\section*{Capillary limit of a wicked heat pipe}

A heat pipe carries heat as latent heat of a vapour stream. The condensate returns through a porous wick, pulled by the menisci at the wick surface. The pull has a ceiling set by pore size and surface tension. The load at which liquid friction and gravity use up that ceiling is the capillary limit $Q_{\max}$.

\subsection*{1. Geometry and conventions}

Straight sealed tube, inner radius $r_i$. Annular wick between $r_v$ and $r_i$, thickness $t=r_i-r_v$, area $A_w=\pi(r_i^2-r_v^2)$ (solid plus pores). Vapour core of diameter $d_v=2r_v$. The axis $z$ runs from the closed end of the evaporator ($z=0$) to the closed end of the condenser ($z=L$), with $L=L_e+L_a+L_c$ for the evaporator, adiabatic and condenser sections. The tilt $\theta$ of the axis from the horizontal is positive when the evaporator is above the condenser. With $y$ the coordinate normal to the axis in the vertical plane, pointing upward and zero on the axis, the height of a point is
\begin{equation}
\eta=-z\sin\theta+y\cos\theta .
\label{eq:height}
\end{equation}
Subscripts $l,v$ mark saturated liquid and vapour; $\rho$ density, $\mu$ dynamic viscosity, $\sigma$ surface tension, $h_{fg}$ latent heat per mass, $\Delta\rho=\rho_l-\rho_v$.

\subsection*{2. Premises}

\begin{enumerate}
\item[P1] Steady state; one pure fluid; properties constant, taken at the vapour temperature $T_v$.
\item[P2] Axial heat transport is latent only. Sensible heat and conduction along wall and wick are dropped.
\item[P3] Heat enters and leaves uniformly around the circumference; all input lies at smaller $z$ than all output.
\item[P4] The wick is rigid, homogeneous, isotropic, connected around the circumference and filled with liquid. Flow in it obeys Darcy's law with permeability $K$.
\item[P5] Phase change occurs only at the surface $r=r_v$. No boiling inside the wick.
\item[P6] Viscous and inertial pressure changes in the vapour are dropped; its hydrostatic pressure is kept.
\item[P7] The charge just suffices to fill the wick, with at most a slight excess.
\end{enumerate}
Section 9 gives the size of each dropped term.

\subsection*{3. Energy and mass balance: the effective length}

Let $q(z)$ be the net heat input per unit length and $Q(z)$ the axial heat flow. A slice $dz$ gives $dQ(z)/dz=q(z)$, and the closed ends give $Q(0)=Q(L)=0$. By P2, $Q(z)=h_{fg}\dot m_v(z)$. No net mass crosses any section of a closed tube in steady state, so the liquid flow toward the evaporator equals the vapour flow away from it:
\begin{equation}
\dot m_l(z)=\dot m_v(z)=Q(z)/h_{fg}\ \ge 0 .
\label{eq:mass}
\end{equation}
The sign follows from P3: $Q(z)$ rises from zero to the load $Q$, stays there, and falls to zero. Friction will need $\int Q(z)\,dz$. Define $L_{\rm eff}$ by it and integrate by parts; the boundary term $zQ(z)$ vanishes at both ends:
\begin{equation}
QL_{\rm eff}\equiv\int_0^L Q(z)\,dz=-\int_0^L z\,q(z)\,dz=Q\,(\bar z_c-\bar z_e),
\label{eq:centroid}
\end{equation}
where $\bar z_e$ and $\bar z_c$ are the centroids of heat input and output, each of total weight $Q$. So $L_{\rm eff}$ is the distance between the centroids. For uniform heating and cooling,
\begin{equation}
\frac{Q(z)}{Q}=\begin{cases} z/L_e & 0\le z\le L_e\\ 1 & L_e\le z\le L_e+L_a\\ (L-z)/L_c & L_e+L_a\le z\le L,\end{cases}
\label{eq:trap}
\end{equation}
with $\bar z_e=L_e/2$ and $\bar z_c=L-L_c/2$, hence
\begin{equation}
L_{\rm eff}=L_a+\tfrac12(L_e+L_c).
\label{eq:Leff}
\end{equation}

\subsection*{4. Liquid pressure}

Darcy's law relates the superficial velocity $\mathbf u$ (volume flow per total wick area) to the pressure gradient in excess of the hydrostatic one. With the piezometric pressure $P_l=p_l+\rho_l g\eta$,
\begin{equation}
\mathbf u=-\frac{K}{\mu_l}\nabla P_l .
\label{eq:darcy}
\end{equation}
Integrate the $z$ component over the annulus. The left side gives $-\dot m_l/\rho_l$, since the liquid moves toward $-z$. With \eqref{eq:mass}, and $\langle\cdot\rangle$ the section average,
\begin{equation}
\frac{d\langle P_l\rangle}{dz}=F_l\,Q(z),\qquad F_l=\frac{\mu_l}{\rho_l h_{fg}KA_w}.
\label{eq:Fl}
\end{equation}
$F_l$ is the liquid friction coefficient, in Pa/(W\,m).

$P_l$ may be replaced by its average if the radial flow that feeds the surface costs little. Take $u_z=-Q(z)/(\rho_lh_{fg}A_w)$ uniform over the section. Continuity, $r^{-1}\partial_r(ru_r)=-\partial_zu_z=q/(\rho_lh_{fg}A_w)$, with $u_r(r_i)=0$, gives
\begin{equation}
u_r=-\frac{q}{2\pi r\rho_lh_{fg}}\,\frac{r_i^2-r^2}{r_i^2-r_v^2}.
\end{equation}
Its magnitude is largest at $r_v$, so the radial drop in the evaporator is at most $\mu_l tQ/(2\pi r_vL_e\rho_lh_{fg}K)$. Divided by the axial drop $F_lQL_{\rm eff}$,
\begin{equation}
\delta_r\le\frac{tA_w}{2\pi r_vL_eL_{\rm eff}} ,
\label{eq:radial}
\end{equation}
and likewise with $L_c$ in the condenser. For a slender pipe $\delta_r\ll1$, and $P_l=P_l(z)$. Within one section $p_l$ is then hydrostatic: liquid at the top of the annulus is at lower pressure than liquid at the bottom.

A model for the scale of $K$. In a round channel of radius $a$ with $G_0=-dP/dz$, the balance $\mu r^{-1}\partial_r(r\,\partial_rw)=-G_0$ with $w(a)=0$ gives $w=G_0(a^2-r^2)/4\mu$ and the Poiseuille flow
\begin{equation}
\dot V=\int_0^a 2\pi r\,w\,dr=\frac{\pi a^4G_0}{8\mu}.
\label{eq:pois}
\end{equation}
The mean speed is $a^2G_0/8\mu$. Straight pores of radius $r_p$ that fill a fraction $\varepsilon$ of the section give $u=\varepsilon r_p^2G_0/8\mu$, so $K=\varepsilon r_p^2/8$. Winding, constricted pores lower the prefactor; among geometrically similar wicks $K\propto r_p^2$ still holds on dimensional grounds.

\subsection*{5. Vapour pressure}

By P6 the vapour is in hydrostatic balance:
\begin{equation}
P_v=p_v+\rho_vg\eta=\text{const}.
\label{eq:vap}
\end{equation}

\subsection*{6. The capillary window}

Define the capillary pressure at the wick surface, $p_c=p_v-p_l$. Take a round pore of radius $r_p$ whose meniscus is held at the mouth and meets the wall at an angle $\phi$, taken through the liquid. Gravity does not shape the meniscus when the Bond number ${\rm Bo}=\Delta\rho gr_p^2/\sigma$ is small. The axial force balance on the meniscus sets the pressure difference on the projected area against the pull along the rim (Young--Laplace):
\begin{equation}
\pi r_p^2\,p_c=2\pi r_p\,\sigma\cos\phi\quad\Rightarrow\quad p_c=\frac{2\sigma\cos\phi}{r_p}.
\end{equation}
A flat meniscus has $\phi=90^\circ$ and $p_c=0$. As $p_c$ grows the meniscus sags and $\phi$ falls, until it reaches the receding contact angle $\beta$. Beyond that the contact line lets go and vapour enters the pore. Hence
\begin{equation}
p_{c,\max}=\frac{2\sigma\cos\beta}{r_p}\equiv\frac{2\sigma}{r_{\rm eff}} .
\label{eq:pcmax}
\end{equation}
For a real wick \eqref{eq:pcmax} defines $r_{\rm eff}$: $p_{c,\max}$ is the pressure difference at which vapour first breaks through the filled wick. The contact angle is inside $r_{\rm eff}$, which therefore belongs to the pair of wick and fluid. Liquid nitrogen wets clean metals almost completely, $\cos\beta\approx1$.

There is also a floor. Where $p_c$ would turn negative, liquid wells out of the wetted wick and forms a free pool. A pool is curved only on the scale of the capillary length $\sqrt{\sigma/\Delta\rho g}$, so its pressure jump is of order $\sqrt{\sigma\Delta\rho g}$, which is smaller than $2\sigma/r_{\rm eff}$ by the factor $\tfrac12\sqrt{\rm Bo}$ (for $r_p=r_{\rm eff}$). To that accuracy a filled wick needs, at every surface point,
\begin{equation}
0\le p_c\le 2\sigma/r_{\rm eff}.
\label{eq:window}
\end{equation}

\subsection*{7. The limit}

Subtract the two piezometric pressures and use \eqref{eq:height}:
\begin{equation}
p_c(z,y)=P_v-P_l(z)+\Delta\rho\,g\,(-z\sin\theta+y\cos\theta),\qquad |y|\le r_v .
\label{eq:pc}
\end{equation}
The derivatives follow from \eqref{eq:Fl} and \eqref{eq:vap}:
\begin{equation}
\frac{\partial p_c}{\partial z}=-F_lQ(z)-\Delta\rho g\sin\theta,\qquad \frac{\partial p_c}{\partial y}=\Delta\rho g\cos\theta .
\label{eq:slope}
\end{equation}
For $0\le\theta\le90^\circ$ the first is never positive and the second never negative. The maximum of $p_c$ lies at the top of the evaporator end, $(0,+r_v)$: the dry point. The minimum lies at the bottom of the condenser end, $(L,-r_v)$: the wet point. Integrate \eqref{eq:slope} between them, with \eqref{eq:centroid}:
\begin{equation}
p_c^{\rm dry}-p_c^{\rm wet}=F_lQL_{\rm eff}+\Delta\rho gH,\qquad H=L\sin\theta+d_v\cos\theta .
\label{eq:spread}
\end{equation}
$H$ is the height of the dry point above the wet point. Friction acts over $L_{\rm eff}$, gravity over the full $L$: the liquid column has weight even where it carries little flow.

The flow equations fix $p_c$ up to a constant, and the charge fixes the constant. The spread \eqref{eq:spread} fits into the window \eqref{eq:window} only if it does not exceed $2\sigma/r_{\rm eff}$. The whole window is usable when $p_c^{\rm wet}=0$, which P7 secures: spare liquid gathers where $p_c$ is lowest and pins it to zero. Setting $p_c^{\rm dry}=2\sigma/r_{\rm eff}$,
\begin{equation}
\frac{2\sigma}{r_{\rm eff}}=F_lQ_{\max}L_{\rm eff}+\Delta\rho g\,(L\sin\theta+d_v\cos\theta).
\end{equation}
Solve for $Q_{\max}$, insert $F_l$ and take out $\sigma$:
\begin{equation}
\boxed{Q_{\max}=\frac{\rho_l\sigma h_{fg}}{\mu_l}\,\frac{KA_w}{L_{\rm eff}}\left[\frac{2}{r_{\rm eff}}-\frac{\Delta\rho\,g\,(L\sin\theta+d_v\cos\theta)}{\sigma}\right]}
\label{eq:main}
\end{equation}
The first factor is the merit number $N=\rho_l\sigma h_{fg}/\mu_l$ of the fluid, in W/m$^2$. The product $Q_{\max}L_{\rm eff}$, in W\,m or W\,cm, is the transport capability. Above $Q_{\max}$ vapour invades the wick at the dry point, so \eqref{eq:main} marks the onset of dry-out.

With $\rho_v\ll\rho_l$ and the transverse head dropped, \eqref{eq:main} becomes the usual short form
\begin{equation}
Q_{\max}^{\rm short}=N\,\frac{KA_w}{L_{\rm eff}}\left[\frac{2}{r_{\rm eff}}-\frac{\rho_lgL\sin\theta}{\sigma}\right].
\label{eq:short}
\end{equation}
This needs $\Delta\rho gd_v\cos\theta$ small against the net head $2\sigma/r_{\rm eff}-\Delta\rho gL\sin\theta$. The transverse term is absent for a vertical pipe, in free fall, and for axial channels that do not connect around the circumference, where each channel has its own wet point. For an annular wick with a fluid of low $\sigma$ it must be checked.

\subsection*{8. Corollaries}

\emph{Largest tilt.} $Q_{\max}=0$ when $H$ equals the static rise $H_c=2\sigma/(r_{\rm eff}\Delta\rho g)$. Write $H=\sqrt{L^2+d_v^2}\,\sin(\theta+\psi)$ with $\tan\psi=d_v/L$. For $d_v<H_c<L$,
\begin{equation}
\theta_{\max}=\arcsin\frac{H_c}{\sqrt{L^2+d_v^2}}-\arctan\frac{d_v}{L}.
\label{eq:tilt}
\end{equation}

\emph{Best pore size.} For similar wicks $K=Cr_{\rm eff}^2$, so $Q_{\max}\propto 2\sigma r_{\rm eff}-\Delta\rho gHr_{\rm eff}^2$. The derivative vanishes at
\begin{equation}
r^*=\frac{\sigma}{\Delta\rho gH},
\label{eq:ropt}
\end{equation}
where gravity takes exactly half of the capillary head.

\emph{Condenser above evaporator.} For $\theta<0$ put $G=\Delta\rho g|\sin\theta|$ and $x=F_lQ>G$. Now $\partial p_c/\partial z=G-F_lQ(z)$ is positive near both ends, where the flow dies out. With the profile \eqref{eq:trap} it vanishes at $z_1=L_eG/x$ and $z_2=L-L_cG/x$; dry and wet points move there. The integral of $F_lQ(z)-G$ over $[0,L]$ is $xL_{\rm eff}-GL$. The end pieces are triangles, of value $-Gz_1/2$ and $-G(L-z_2)/2$. Remove them and set the spread to its ceiling:
\begin{equation}
xL_{\rm eff}-GL+\frac{G^2(L_e+L_c)}{2x}=\frac{2\sigma}{r_{\rm eff}}-\Delta\rho gd_v\cos\theta\equiv\Pi .
\end{equation}
Multiply by $x$ and take the larger root, which joins \eqref{eq:main} at $G=0$:
\begin{equation}
F_lQ_{\max}L_{\rm eff}=\tfrac12\Big[S+\sqrt{S^2-2G^2L_{\rm eff}(L_e+L_c)}\Big],\qquad S=\Pi+GL .
\label{eq:neg}
\end{equation}
It holds while the rises of $p_c$ over the end pieces, $G^2L_e/2x$ and $G^2L_c/2x$, stay below $\Pi$. Equation \eqref{eq:main} continued to $\theta<0$ has $S$ on the right, too high at second order in $G$. Any free liquid, however, now drains downhill outside the wick, bypasses $F_l$ and adds capacity that neither form counts.

\subsection*{9. Range of validity}

\begin{itemize}
\item \emph{Tilt:} $0\le\theta\le\theta_{\max}$ for \eqref{eq:main}; \eqref{eq:neg} for moderate negative tilt.
\item \emph{Temperature:} liquid and vapour must coexist; for nitrogen, between about 63 K (triple point) and 126 K (critical point). Toward the critical point $\sigma$, $h_{fg}$ and $N$ go to zero and $\Delta\rho\to\rho_l$ fails. A pipe cooled from room temperature starts supercritical with an empty wick; P4 holds only after the wick has filled.
\item \emph{Vapour friction (P6).} For laminar developed flow, \eqref{eq:pois} with $a=r_v$ and $\dot V=Q(z)/\rho_vh_{fg}$ gives $dP_v/dz=-F_vQ(z)$. This adds to the slope \eqref{eq:slope} with the sign of the liquid term, so $F_l\to F_l+F_v$ in the result, with
\begin{equation}
\frac{F_v}{F_l}=\frac{8}{\pi}\,\frac{\mu_v/\rho_v}{\mu_l/\rho_l}\,\frac{KA_w}{r_v^4},\qquad F_v=\frac{8\mu_v}{\pi\rho_vh_{fg}r_v^4}.
\end{equation}
It requires ${\rm Re}_v=2\dot m/(\pi r_v\mu_v)$ below about 2000, $\dot m=Q/h_{fg}$.
\item \emph{Vapour inertia (P6).} When the injection Reynolds number $\dot m/(2\pi L_e\mu_v)$ exceeds one, acceleration rather than friction sets the drop in the evaporator. It is of order $\rho_vv^2$, $v=\dot m/(\rho_v\pi r_v^2)$, and must be small against $2\sigma/r_{\rm eff}$. The sonic limit is remote if $v$ is far below the sound speed, entrainment if ${\rm We}=\rho_vv^2\,(2r_{\rm eff})/\sigma\ll1$.
\item \emph{Darcy's law (P4).} The Forchheimer inertial correction is of relative order ${\rm Re}_K=\rho_lu\sqrt K/\mu_l$, $u=\dot m/\rho_lA_w$. The no-slip (Brinkman) layer at the wall has thickness of order $\sqrt K$ and relative effect of order $\sqrt K/t$.
\item \emph{Latent transport (P2).} Radial conduction through the evaporator wick, of conductivity $k_w$, needs
\begin{equation}
\Delta T_w=\frac{Q\ln(r_i/r_v)}{2\pi k_wL_e},
\end{equation}
and likewise with $L_c$. With $\Delta T$ the sum of both drops, sensible heat is of relative order $c_p\Delta T/h_{fg}$ at most. A tube wall of area $A_t$ and conductivity $k_t$ carries $-k_tA_t\,dT/dz$, whose integral over the length is $k_tA_t\Delta T$. It is taken off the latent $\int Q(z)\,dz$, a relative relief of $k_tA_t\Delta T/QL_{\rm eff}$.
\item \emph{No boiling (P5).} Liquid at the heated wall is hotter than the vapour by $\Delta T_w$ and at lower pressure by about $p_c$. A vapour nucleus of radius $r_n$ grows if $p_{\rm sat}(T_v+\Delta T_w)-p_l>2\sigma/r_n$. Linearise $p_{\rm sat}$ with the Clausius--Clapeyron slope $p'$ and use $p_v=p_{\rm sat}(T_v)$:
\begin{equation}
r_n>r_n^*=\frac{2\sigma}{p_c+p'\Delta T_w},\qquad p'=\frac{h_{fg}}{T_v(1/\rho_v-1/\rho_l)} .
\label{eq:boil}
\end{equation}
P5 holds if no trapped vapour or gas pocket is larger than $r_n^*$.
\item \emph{Charge (P7).} Too little liquid leaves $p_c^{\rm wet}>0$ and lowers the limit. A large excess floods condenser area or, near $\theta=0$, forms a puddle in parallel with the wick. Non-condensable gas blocks the far end of the condenser, moves $\bar z_c$ and changes $L_{\rm eff}$.
\end{itemize}

\subsection*{10. Illustration: nitrogen at 80 K in sintered copper}

A copper pipe takes heat from a silicon CMOS die run near 80 K; a copper collar spreads the heat around the evaporator (P3). All inputs are given values.

Fluid, approximate saturation values at 80 K: $\rho_l=794$ kg/m$^3$, $\rho_v=6.1$ kg/m$^3$, $h_{fg}=196$ kJ/kg, $\sigma=8.3$ mN/m, $\mu_l=145$ $\mu$Pa\,s, $\mu_v=5.6$ $\mu$Pa\,s, liquid $c_p=2.1$ kJ/(kg\,K), vapour sound speed 180 m/s; $g=9.81$ m/s$^2$.

Wick, chosen as a typical set for fine sintered copper powder: $r_{\rm eff}=25$ $\mu$m, $K=1.0\times10^{-11}$ m$^2$, $\varepsilon=0.5$, $k_w=40$ W/(m\,K). The straight-pore value $\varepsilon r_{\rm eff}^2/8$ would be $3.9\times10^{-11}$ m$^2$; the chosen $K$ is 0.26 of it.

Geometry, assumed: $r_i=5.0$ mm, $t=1.5$ mm, wall 1.0 mm with a typical $k_t=550$ W/(m\,K); $L_e=L_c=5$ cm, $L_a=10$ cm.

Derived: $r_v=3.5$ mm, $d_v=7.0$ mm, $A_w=40.1$ mm$^2$, $L=20$ cm, $L_{\rm eff}=15$ cm, and
\begin{align*}
N&=8.9\times10^{9}\ {\rm W/m^2}, & 2\sigma/r_{\rm eff}&=664\ {\rm Pa},\\
F_l&=2.33\times10^{3}\ {\rm Pa/(W\,m)}, & F_lL_{\rm eff}&=349\ {\rm Pa/W},\\
\Delta\rho g&=7.73\ {\rm kPa/m}, & H_c&=8.6\ {\rm cm}.
\end{align*}
$Q_{\max}$ is the net head divided by 349 Pa/W. Third figures are carried for the arithmetic; the inputs support two.

\begin{center}
\begin{tabular}{cccccc}
\hline
$\theta$ & $\Delta\rho gL\sin\theta$ & $\Delta\rho gd_v\cos\theta$ & net head & $Q_{\max}$ & $Q_{\max}^{\rm short}$\\
(deg) & (Pa) & (Pa) & (Pa) & (W) & (W)\\
\hline
0 & 0 & 54 & 610 & 1.75 & 1.90\\
5 & 135 & 54 & 475 & 1.36 & 1.51\\
10 & 268 & 53 & 342 & 0.98 & 1.13\\
20 & 529 & 51 & 84 & 0.24 & 0.38\\
\hline
\end{tabular}
\end{center}

The short form \eqref{eq:short} is high by 9\% at $0^\circ$ and by 55\% at $20^\circ$. The transverse head causes this; $\rho_v/\rho_l$ is only 0.8\% and acts the other way. Transport stops at $\theta_{\max}=23^\circ$ by \eqref{eq:tilt}, against $25^\circ$ for the short form. The horizontal transport capability is 26 W\,cm. At $\theta=-10^\circ$, \eqref{eq:neg} gives 2.47 W through the wick; the linear continuation gives 2.52 W, and the shortfall is 1.8\%.

By \eqref{eq:ropt}, $r^*=26$ $\mu$m at $10^\circ$: this wick is close to the best of its family for that tilt. For a level pipe $r^*=153$ $\mu$m. A similar wick of that size would have a capillary limit of 5.8 W, and would stop at a tilt of $2.0^\circ$.

Dropped terms at the horizontal limit, $\dot m=8.9$ mg/s, $u=0.28$ mm/s, $v=3.8$ cm/s:
\begin{itemize}
\item Vapour: $F_v/F_l=3.4\times10^{-5}$, a drop of 0.021 Pa, at ${\rm Re}_v=290$. The injection Reynolds number is 5.1, so inertia counts in the end sections, but $\rho_vv^2=8.8\times10^{-3}$ Pa. Mach number $2.1\times10^{-4}$, ${\rm We}=5.3\times10^{-5}$. P6 is safe because the vapour is dense and the wick tight.
\item Wick: $\delta_r\le3.6\times10^{-4}$, ${\rm Re}_K=4.9\times10^{-3}$, $\sqrt K/t=2.1\times10^{-3}$, ${\rm Bo}=5.8\times10^{-4}$, wet-point uncertainty $\sqrt{\sigma\Delta\rho g}=8$ Pa, or 1.2\% of the capillary head.
\item Heat: wall flux $Q/2\pi r_iL_e=0.11$ W/cm$^2$, $\Delta T_w=0.050$ K, $\Delta T=0.10$ K, $c_p\Delta T/h_{fg}=1.1\times10^{-3}$. With $A_t=34.6$ mm$^2$ the wall relief is 0.7\%; the wick itself adds less than a tenth of that.
\item Boiling: $p'=15$ kPa/K, so $p'\Delta T_w=0.75$ kPa, as large as the capillary head itself. Near the dry point \eqref{eq:boil} gives $r_n^*=12$ $\mu$m, about half of $r_{\rm eff}$. This is the weak premise. It rests on good wetting and a degassed wick; a shorter evaporator or a lower $k_w$ shrinks $r_n^*$ further.
\end{itemize}

These loads are the model's, for the assumed wick and geometry. $K$ and $r_{\rm eff}$ were chosen as a typical pair, and the result lies at the watt level typical of small fine-wick nitrogen pipes. $Q_{\max}$ is linear in $K$, which typically varies by a factor of about two among sinters of like pore size; that spread passes in full to the model's 1.7 W level and 1.0 W at $10^\circ$ adverse tilt.